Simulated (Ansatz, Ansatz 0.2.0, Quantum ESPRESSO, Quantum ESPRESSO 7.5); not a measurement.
# Lattice constants of hcp magnesium with PBEsol: a light cutoff suffices, the k mesh remains unsettled

## The question

The reference is the room-temperature cell of hexagonal close-packed magnesium from X-ray diffraction on chemically pure powder (99.99 at%): a = 3.209 ± 0.002 Å and c = 5.211 ± 0.003 Å, in "Thermoelastic equation of state and melting of Mg metal at high pressure and high temperature" (2019, arXiv:1909.00645). A second value, c = 5.213 Å, is a literature value quoted for comparison in "Theoretical and Experimental Research of Hydrogen Solid Solution in Mg and Mg-Al System" (2022, PubMed Central 8911465); method and temperature are not given with it. The two values of c agree within the uncertainty of the first. Both constants of the reference contain the thermal expansion up to room temperature, which a static calculation leaves out.

| compared with | measured | source's wording or label | T (K) | method |
| --- | --- | --- | --- | --- |
| a (Å) | 3.209 ± 0.002 | 3.209 ± 0.002 A | room temperature | X-ray diffraction |
| c (Å) | 5.211 ± 0.003 | 5.211 ± 0.003 A | room temperature | X-ray diffraction * |
| c (Å) | 5.213 | c, literature experimental value | – | method not stated |

Where a quantity has several values, deviations refer to the one marked *.

Conditions are those given with the value in the passage it was taken from; "not stated" means there, and the paper may say more elsewhere. The values are a selection: others may have been left out beforehand as unlike or outlying.

## How to go about it

I want the lightest k mesh and plane-wave cutoff that still give a and c of magnesium reliably, and the price of going beyond them. The model is the two-atom primitive cell, nonmagnetic, with cell and atoms relaxed in the space group P6₃/mmc. The starting cell from diffraction has the reference's a and a c shorter by 0.001 Å, which is of no consequence after relaxation.

The level is PBEsol, a semilocal functional made for the equilibrium geometry of solids and cheap enough to repeat at several settings. Success against experiment means a and c each within 0.5 %. That is tight enough to expose the usual one-per-cent errors of less suitable functionals, and it is about the size of what the static model omits: thermal expansion and zero-point motion together lengthen magnesium by roughly half a per cent, so an exact static cell should come out that much too small.

For the numerical settings I ask for more: a saving is accepted if it moves neither a nor c by more than 0.1 % from the denser setting, so that the numerical error stays well below the target. I vary the mesh first, then the cutoff, then check the potentials, and finally set the numerical error beside the change from one functional to another.

System: Mg (magnesium), hcp; P6_3/mmc (No. 194), 2 atoms in the primitive cell; the database structure is a diffraction structure: a = 3.209 Å, c = 5.210 Å; structure from the Crystallography Open Database.

## 1. Three k meshes at fixed cutoff

Magnesium is a metal, so the sampling of the Fermi surface is the first thing to settle. I relax the cell with PBEsol on 9×9×4, 12×12×8 and 18×18×10 meshes, with the cutoff of 420 eV and the smearing unchanged. The coarsest mesh is thin along the hexagonal axis, and I expect it to show in c more than in a; between the two denser meshes I expect changes below 0.1 %.

**Run 1.** Ansatz 0.2.0: PBEsol, cell and atoms relaxed from the database structure, PAW set soft_2, cutoff 420 eV (default), 9x9x4 k mesh, Gaussian smearing 0.1 eV.

Key lines of the input:
```
crystal:
  # lattice and atoms
kpoints:
  mp_grid: { grid: [9, 9, 4] }
hamiltonian:
  xc: pbesol
scf:
  occupations: { method: gaussian, width: 0.1 }
output:
  forces: true
  stress: true
relax:
  adjacent_minimum: "off"
  f_tol: 0.005
  max_steps: 60
  cell: { stress_tol: 0.03 }
```

Command:
```
ansatz run input.yaml --threads 4 --pin off --max-ram 8192MiB --backend cpu --events-out ev --progress --plain --runs-dir out
```

Selected lines of the output:
```
  cell:  # Å, volume = 45.1096 Å³
    - [3.179073613966945, 0.0, 0.0]
    - [0.0, 0.0, 5.153909873277821]
```

Converged; 2.6 s on 4 cores of Arm Neoverse N1, shared host.

**Run 2.** Ansatz 0.2.0: PBEsol, cell and atoms relaxed from the database structure, PAW set soft_2, cutoff 420 eV (default), 12x12x8 k mesh, Gaussian smearing 0.1 eV.

Key lines of the input, as changed from run 1:
```diff
  kpoints:
-   mp_grid: { grid: [9, 9, 4] }
+   mp_grid: { grid: [12, 12, 8] }
```

Selected lines of the output:
```
relax step   5: F+E_penalty+E_count = -3824.10284274 eV  [...]  max|allowed force component| = 6.245e-17 eV/Å  [...]  P = +0.004 GPa  Ω = 44.987 Å³  [...]
  cell:  # Å, volume = 44.9874 Å³
    - [3.1930946008875876, 0.0, 0.0]
    - [-1.5965473004437938, 2.765301041055584, 0.0]
    - [0.0, 0.0, 5.094910538846526]
```

Converged; 6.1 s on the same hardware.

**Run 3.** Ansatz 0.2.0: PBEsol, cell and atoms relaxed from the database structure, PAW set soft_2, cutoff 420 eV (default), 18x18x10 k mesh, Gaussian smearing 0.1 eV.

Key lines of the input, as changed from run 1:
```diff
  kpoints:
-   mp_grid: { grid: [9, 9, 4] }
+   mp_grid: { grid: [18, 18, 10] }
```

Selected lines of the output:
```
Basis set: ecut = 420 eV, 881 PW (Γ) [...]
k-points: 222 of 3240
relax step   1: F+E_penalty+E_count = -3824.09872017 eV  [...]  max|allowed force component| = 2.082e-17 eV/Å  [...]  P = -1.115 GPa  Ω = 46.474 Å³  (6 SCF iters, dr2 threshold 1.00e-7 eV [...]
relax step   2: F+E_penalty+E_count = -3824.10375901 eV  [...]  max|allowed force component| = 7.401e-17 eV/Å  [...]  P = -0.238 GPa  Ω = 45.309 Å³  [...]
relax step   3: F+E_penalty+E_count = -3824.10399659 eV  [...]  max|allowed force component| = 4.626e-17 eV/Å  [...]  P = +0.013 GPa  Ω = 45.001 Å³  [...]
relax step   4: F+E_penalty+E_count = -3824.10397408 eV  [...]  max|allowed force component| = 3.469e-17 eV/Å  [...]  P = +0.014 GPa  Ω = 45.001 Å³  [...]
--- Relaxed structure (3 steps of the walk, 3 accepted, 1 SCFs on fresh bases) ---
  cell:  # Å, volume = 45.0012 Å³
    - [3.1781538634046487, 0.0, 0.0]
    - [-1.5890769317023243, 2.7523619828440844, 0.0]
    - [0.0, 0.0, 5.1445085193612625]
```

Converged; 9 s on 4 cores of AMD EPYC 7R43 64, shared host.

| quantity | run 1 | run 2 | run 3 | measured |
| --- | --- | --- | --- | --- |
| a (Å) | 3.179 | 3.193 | 3.178 | 3.209 ± 0.002 |
| c (Å) | 5.154 | 5.095 | 5.145 | 5.211 ± 0.003 |
| conventional cell volume (Å³) | 45.11 | 44.99 | 45.00 |  |

I had expected the two denser meshes to agree within 0.1 %, and they do not. From 12×12×8 to 18×18×10, a shrinks by 0.5 % and c grows by 1.0 %, while the volume changes by only 0.03 %. The mesh therefore hardly touches the density of the crystal but shifts its shape: c/a is 1.621, 1.596 and 1.619 in order of increasing density. With the stiffness of magnesium at some tens of GPa, the stress threshold of 0.03 GPa leaves room for roughly 0.1 % in a length, far too little to explain the jump.

The coarsest mesh lies close to the densest, 0.03 % away in a and just under 0.2 % in c. Since the mesh between them is much further off, I take this as a coincidence of sampling and accept no saving on it. The 12×12×8 run took more than twice as long as the 9×9×4 run and bought no better shape. Nor do I know that 18×18×10 is the end of the series, because the last step still moved c/a.

On the densest mesh a is 1.0 % and c 1.3 % below experiment, both outside the target. The expected half per cent for thermal and zero-point expansion would cover only part of that.

## 2. Other potentials and a different smearing

Before turning to the cutoff I want to know whether the short c on the 12×12×8 mesh belongs to the sampling or to the PAW set. I keep the mesh and the Gaussian smearing and exchange the PAW set for norm-conserving PseudoDojo potentials, with the higher cutoff they need. Beside it I run Quantum ESPRESSO with potentials of the same family on the same mesh, but with Marzari-Vanderbilt smearing of 0.14 eV.

If the sampling is at fault, the first run should again give a c/a near 1.60. The second changes program and smearing together, so a difference between the two could not be assigned to the smearing alone; my conjecture is that the smoother occupations bring c/a closer to the value of the densest mesh.

**Run 4.** Ansatz 0.2.0: PBEsol, PseudoDojo norm-conserving pseudopotentials, cell and atoms relaxed from the database structure, cutoff 1143 eV (default), 12x12x8 k mesh, Gaussian smearing 0.1 eV.

Key lines of the input, as changed from run 2:
```diff
  hamiltonian:
+   pseudopotentials: { kind: nc, accuracy: standard }
```

Selected lines of the output:
```
    - [3.1942039148985217, 0.0, 0.0]
    - [-1.5971019574492609, 2.766261735169827, 0.0]
    - [0.0, 0.0, 5.096893132197521]
```

Converged; 14 s on the same hardware.

**Run 5.** Quantum ESPRESSO 7.5: PBEsol, PseudoDojo norm-conserving potentials, cell and atoms relaxed from the database structure, cutoff 84 Ry, 12x12x8 k mesh, Marzari-Vanderbilt smearing 0.14 eV.

Key lines of the input:
```
! potential files: PseudoDojo norm-conserving potentials, made for PBEsol
&control
  calculation = 'vc-relax'
  forc_conv_thr = 2.0d-4
  etot_conv_thr = 1.0d-5
  nstep = 60
/
&system
  nat = 2
  ntyp = 1
  ecutwfc = 84
  nbnd = 18
  occupations = 'smearing'
  smearing = 'mv'
  degauss = 0.01029
/
&electrons
  conv_thr = 1.0d-8
  electron_maxstep = 100
  mixing_beta = 0.4
/
&ions
/
&cell
  press_conv_thr = 0.5
/
ATOMIC_SPECIES
  Mg 24.305 Mg.upf
[... cell and positions ...]
K_POINTS automatic
  12 12 8 0 0 0
```

Command:
```
OMP_NUM_THREADS=1 mpirun -n 4 pw.x -nk 4 -in relax.in > relax.out
```

Selected lines of the output:
```
          total   stress  (Ry/bohr**3)                   (kbar)     P=        0.24
CELL_PARAMETERS (angstrom)
   3.196870317  -0.000000000  -0.000000000
  -1.598435158   2.768570909  -0.000000000
   0.000000000   0.000000000   5.084939092
```

Converged; 99 s on 4 cores of Arm Neoverse V2, shared host. Warnings: WARNING: bfgs curvature condition failed, Theta= 0.945.

| quantity | run 4 | run 5 | measured |
| --- | --- | --- | --- |
| a (Å) | 3.194 | 3.197 | 3.209 ± 0.002 |
| c (Å) | 5.097 | 5.085 | 5.211 ± 0.003 |
| conventional cell volume (Å³) | 45.04 | 45.01 |  |
| final pressure (GPa) | – | 0.024 |  |

With the norm-conserving potentials a and c change by only 0.03 % and 0.04 % from the PAW run on the same mesh, and c/a is again 1.596. The PAW set is therefore not what shortens c on 12×12×8; the sampling remains as the explanation, in line with the shift seen on the densest mesh.

My conjecture about the smearing found no support. The Quantum ESPRESSO run gives a c/a of 1.591, further from the 1.619 of the densest mesh instead of closer to it. Program and smearing changed together, so I leave the cause of this smaller shift open. The run is also a weak test of smoother occupations: a Marzari-Vanderbilt width is not on the same scale as a Gaussian one, so 0.14 eV is only nominally the wider. The volumes of the two runs differ by less than 0.1 %, which again shows the density to be well fixed where the shape is not. The warning concerns a curvature condition in the BFGS optimiser; the relaxation went on to converge, with a final pressure of 0.024 GPa.

## 3. The cutoff, below and above 420 eV

I now vary the cutoff of the PAW runs, to 290 eV and 590 eV, on the 12×12×8 mesh. The absolute c/a of this mesh is not to be trusted, but with the sampling held fixed the differences between cutoffs can still be read. I expect the higher cutoff to change a and c by less than 0.1 %. For the lower one I have no firm expectation; if it stays within the same limit, it is the saving I am looking for.

**Run 6.** Ansatz 0.2.0: PBEsol, cell and atoms relaxed from the database structure, PAW set soft_2, cutoff 290 eV, 12x12x8 k mesh, Gaussian smearing 0.1 eV.

Key lines of the input, as changed from run 2:
```diff
+ basis:
+   ecutwfc: 290.0
```

Selected lines of the output:
```
Basis set: ecut = 290 eV, 537 PW (Γ) [...]
relax step  10: F+E_penalty+E_count = -3824.03731367 eV  [...]  max|allowed force component| = 3.469e-17 eV/Å  [...]  P = -0.012 GPa  Ω = 45.015 Å³  [...]
    - [3.1935765412430817, 0.0, 0.0]
    - [-1.5967882706215408, 2.765718413646551, 0.0]
    - [0.0, 0.0, 5.096550929440479]
```

Converged; 8.1 s on 4 cores of Arm Neoverse N1, shared host. Warnings: cutoff_below_recommended (in short: A typed cutoff is below a recommended value, from the records, the datasets' recipe or DFPT's needs, possibly lowering the density cutoff; compare with a higher-cutoff run).

**Run 7.** Ansatz 0.2.0: PBEsol, cell and atoms relaxed from the database structure, PAW set soft_2, cutoff 590 eV, 12x12x8 k mesh, Gaussian smearing 0.1 eV.

Key lines of the input, as changed from run 2:
```diff
+ basis:
+   ecutwfc: 590.0
```

Selected lines of the output:
```
    - [-1.5965368355548206, 2.765282915336187, 0.0]
    - [0.0, 0.0, 5.094875846700147]
```

Converged; 8.8 s on 4 cores of AMD EPYC 7R43 64, shared host.

| quantity | run 6 | run 7 | measured |
| --- | --- | --- | --- |
| a (Å) | 3.194 | 3.193 | 3.209 ± 0.002 |
| c (Å) | 5.097 | 5.095 | 5.211 ± 0.003 |
| conventional cell volume (Å³) | 45.02 | 44.99 |  |

Raising the cutoff from 420 to 590 eV leaves a and c unchanged at the third decimal. Lowering it to 290 eV lengthens a by 0.02 % and c by 0.03 %, within my limit of 0.1 % and smaller than the stress threshold can resolve. The warning says that 290 eV is below a recommended value and asks for a comparison with a higher cutoff; for the lattice constants that comparison is favourable. The total energy is another matter: comparing the last relaxation steps of runs 6 and 2, it lies roughly 0.07 eV per cell above that at 420 eV.

The smaller basis brought no visible gain in time, however. The relaxation needed ten steps instead of five and took 8.1 s against 6.1 s on the same type of processor, a difference too small to rank the two on a shared host. For a cell this small I would stay at 420 eV.

## 4. PBE and LDA for scale

To set the numerical errors beside those of the theory, I relax the cell with PBE and with LDA, keeping the PAW set, the cutoff of 420 eV and the 12×12×8 mesh of the PBEsol run. I expect PBE to give a larger cell than PBEsol and LDA a smaller one. Since this mesh distorts c/a with PBEsol, I shall rely on the volume for the comparison and not judge either functional on a or c alone.

**Run 8.** Ansatz 0.2.0: PBE, cell and atoms relaxed from the database structure, PAW set soft_2, cutoff 420 eV (default), 12x12x8 k mesh, Gaussian smearing 0.1 eV.

Key lines of the input, as changed from run 2:
```diff
  hamiltonian:
-   xc: pbesol
+   xc: pbe
```

Selected lines of the output:
```
--- Relaxed structure (4 steps of the walk, 4 accepted, 1 SCFs on fresh bases) ---
    - [3.214637747761448, 0.0, 0.0]
    - [0.0, 0.0, 5.124485448967503]
```

Converged; 6.1 s on 4 cores of Arm Neoverse N1, shared host.

**Run 9.** Ansatz 0.2.0: LDA, cell and atoms relaxed from the database structure, PAW set soft_2, cutoff 420 eV (default), 12x12x8 k mesh, Gaussian smearing 0.1 eV.

Key lines of the input, as changed from run 2:
```diff
  hamiltonian:
-   xc: pbesol
+   xc: lda
```

Selected lines of the output:
```
--- Relaxed structure (4 steps of the walk, 4 accepted, 1 SCFs on fresh bases) ---
```

Converged; 6 s on the same hardware.

| quantity | run 8 | run 9 | measured |
| --- | --- | --- | --- |
| a (Å) | 3.215 | 3.151 | 3.209 ± 0.002 |
| c (Å) | 5.124 | 5.024 | 5.211 ± 0.003 |
| conventional cell volume (Å³) | 45.86 | 43.19 |  |

The order is the one I expected: relative to PBEsol on the same mesh, the PBE cell is 1.9 % larger in volume and the LDA cell 4.0 % smaller. As a mean length this is about +0.6 % and −1.3 %, far more than the cutoff or the exchange of potentials changed.

Against the volume that follows from the measured a and c, PBE is about 1.3 % too small, PBEsol about 3.2 % and LDA about 7 %. For PBE that is about 0.4 % in mean length. My allowance of half a per cent for expansion was on the low side: thermal expansion up to room temperature alone is about that large, and zero-point motion adds roughly 0.3 % more. With a total nearer 0.8 %, the static PBE cell is somewhat too large and the PBEsol cell somewhat too small, by similar amounts.

Taken singly, the PBE constants look contradictory: a is 0.2 % too long and within the target, c is 1.7 % too short and well outside it. The c/a of 1.594 is nearly that of PBEsol and LDA on this mesh, whereas the measured ratio is 1.624. With PBEsol the densest mesh shortened a and lengthened c, so I count neither the hit in a nor the full miss in c as a property of PBE.

## The runs side by side

| run | settings | a (Å) | deviation | c (Å) | deviation | cost |
| --- | --- | --- | --- | --- | --- | --- |
| 1 | Ansatz: PBEsol, PAW set soft_2, cutoff 420 eV (default), 9x9x4 k mesh, Gaussian smearing 0.1 eV | 3.179 | −0.030 (−0.9 %) | 5.154 | −0.057 (−1.1 %) | under 1 core-min |
| 2 | Ansatz: PBEsol, PAW set soft_2, cutoff 420 eV (default), 12x12x8 k mesh, Gaussian smearing 0.1 eV | 3.193 | −0.016 (−0.5 %) | 5.095 | −0.116 (−2.2 %) | under 1 core-min |
| 3 | Ansatz: PBEsol, PAW set soft_2, cutoff 420 eV (default), 18x18x10 k mesh, Gaussian smearing 0.1 eV | 3.178 | −0.031 (−1.0 %) | 5.145 | −0.066 (−1.3 %) | under 1 core-min |
| 4 | Ansatz: PBEsol, PseudoDojo norm-conserving pseudopotentials, cutoff 1143 eV (default), 12x12x8 k mesh, Gaussian smearing 0.1 eV | 3.194 | −0.015 (−0.5 %) | 5.097 | −0.114 (−2.2 %) | under 1 core-min |
| 5 | Quantum ESPRESSO: PBEsol, PseudoDojo norm-conserving potentials, cutoff 84 Ry, 12x12x8 k mesh, Marzari-Vanderbilt smearing 0.14 eV | 3.197 | −0.012 (−0.4 %) | 5.085 | −0.126 (−2.4 %) | 6.6 core-min |
| 6 | Ansatz: PBEsol, PAW set soft_2, cutoff 290 eV, 12x12x8 k mesh, Gaussian smearing 0.1 eV | 3.194 | −0.015 (−0.5 %) | 5.097 | −0.114 (−2.2 %) | under 1 core-min |
| 7 | Ansatz: PBEsol, PAW set soft_2, cutoff 590 eV, 12x12x8 k mesh, Gaussian smearing 0.1 eV | 3.193 | −0.016 (−0.5 %) | 5.095 | −0.116 (−2.2 %) | under 1 core-min |
| 8 | Ansatz: PBE, PAW set soft_2, cutoff 420 eV (default), 12x12x8 k mesh, Gaussian smearing 0.1 eV | 3.215 | +0.006 (+0.2 %) | 5.124 | −0.087 (−1.7 %) | under 1 core-min |
| 9 | Ansatz: LDA, PAW set soft_2, cutoff 420 eV (default), 12x12x8 k mesh, Gaussian smearing 0.1 eV | 3.151 | −0.058 (−1.8 %) | 5.024 | −0.187 (−3.6 %) | under 1 core-min |
|  | measured | 3.209 ± 0.002 |  | 5.211 ± 0.003 |  |  |

## What the runs support

PBEsol misses the target of 0.5 %: no run has both constants within it. On the densest mesh, 18×18×10 at 420 eV, a is 1.0 % and c 1.3 % too short, at a cost of under one core-minute. How the shortfall divides between a and c is provisional, since c/a was still moving, but the volume is too small for both to fit on any of the meshes. The thermal and zero-point expansion missing from the static cell, roughly 0.8 % in length, is itself larger than the target, so much of the miss belongs to the static model.

The search for the lightest settings succeeded only for the cutoff. On the 12×12×8 mesh, 290 eV holds both constants within 0.1 % of the 420 eV result, but saved no time. For the k mesh I can recommend no saving: the last refinement still moved c by 1.0 %, so even the densest mesh may not have settled c/a. The close agreement of the 9×9×4 mesh with it may be chance, and three meshes cannot show otherwise; nor do I count the values of a within the target on 12×12×8, where c is about 2 % short.

The volume is much firmer, varying by less than 0.3 % over the three meshes. PBEsol makes it 3.2 % too small, or about 1.1 % in mean length. On a rough estimate expansion accounts for most of that; the remainder I ascribe tentatively to the functional. PBE gives a mean length about 0.6 % greater, which makes its volume the closest of the three functionals to the room-temperature value, though not clearly closer than PBEsol once expansion is allowed for; its c/a probably suffers from the same coarse mesh.

The exchange of potentials was useful, because it cleared the PAW set of the short c. The Quantum ESPRESSO run settled little about smearing, since the program changed with it. The natural next step is denser meshes until c/a stops moving, first for PBEsol and then for PBE.

[Logs are printed without paths, hosts, clocks, repeated set-up lines and the standing remarks that a program may print on its own settings, such as how far it seeks lower states.]

[The runs shown are a pick from a larger set of finished runs; failed, doubtful and other runs were left out of it ahead of writing. So were measured values far from every level or from commonly accepted values, and agreement can look better than it is. Lines of input and output are excerpts and may be shortened.]
